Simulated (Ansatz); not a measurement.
## How methods differ on GeH2ClO (SMILES [O][GeH2][Cl])

The species is GeH2ClO (5 atoms), meant as a doublet with charge 0. SMILES: `[O][GeH2][Cl]`. Geometry: optimised at wB97X-V/def2-SVP.

```csv
atom,x (Å),y (Å),z (Å)
O,-0.2737,-0.5918,1.6273
Ge,0.1245,-0.0804,-0.0374
Cl,-1.3520,1.2934,-0.7787
H,0.0855,-1.3433,-0.8973
H,1.4655,0.6483,0.0447
```

Quantity: the dissociation energy of the Ge2–O1 bond into doublet GeH2Cl and triplet O (shapes relaxed at wB97X-V/def2-SVP, no zero-point term), in eV. The values are calculated.

```
               level                    kind  program  value (eV)  CPU time (all runs)
      UHF/def2-TZVPP            Hartree–Fock   Ansatz        2.32                 18 s
     UPBE/def2-TZVPP                     GGA   Ansatz        4.10                9.3 s
 U-r2SCAN/def2-TZVPP                meta-GGA   Ansatz        3.98                 17 s
   UB3LYP/def2-TZVPP           global hybrid   Ansatz        3.83                 14 s
 UPBE0-D4/def2-TZVPP           global hybrid   Ansatz        3.86                 15 s
U-wB97M-V/def2-TZVPP  range-separated hybrid   Ansatz        3.91                 40 s
     UMP2/def2-TZVPP     perturbation theory   Ansatz        3.90                 13 s
```

All-electron rows without a relativistic Hamiltonian named are non-relativistic. The values span 2.32 to 4.10 eV. Hartree–Fock misses the correlation of the electron pair that is broken and comes out low. Measured bond enthalpies also hold zero-point and thermal terms, a few tenths of an eV less. In the correlated wave-function rows the outer d shell of Ge is correlated, in sets not made for it. Times are those of the runs behind each value, whatever else they computed, on shared processors of several kinds: orders of magnitude only.

Apart from Hartree–Fock, all methods describe a strong Ge–O bond. The three hybrids and MP2 fall between 3.83 and 3.91 eV, with r2SCAN slightly higher at 3.98 eV and PBE highest at 4.10 eV, probably because semilocal exchange favours the bonded molecule over the open-shell oxygen atom.

The strength fits a polar σ bond between electropositive germanium and electronegative oxygen, to which donation from the oxygen lone pairs into the Ge–Cl and Ge–H σ* orbitals may add a little. A full Ge=O double bond is not expected, since germanium already uses its other three valences for chlorine and hydrogen. The unpaired electron should therefore sit mainly in an oxygen 2p orbital, and cleavage to triplet oxygen breaks essentially one electron pair.

The results support a robust bond towards loss of atomic oxygen, but not kinetic persistence of the radical: loss of hydrogen or chlorine to form a germanone, or a hydrogen shift to a germanium-centred hydroxy radical, could be easier.
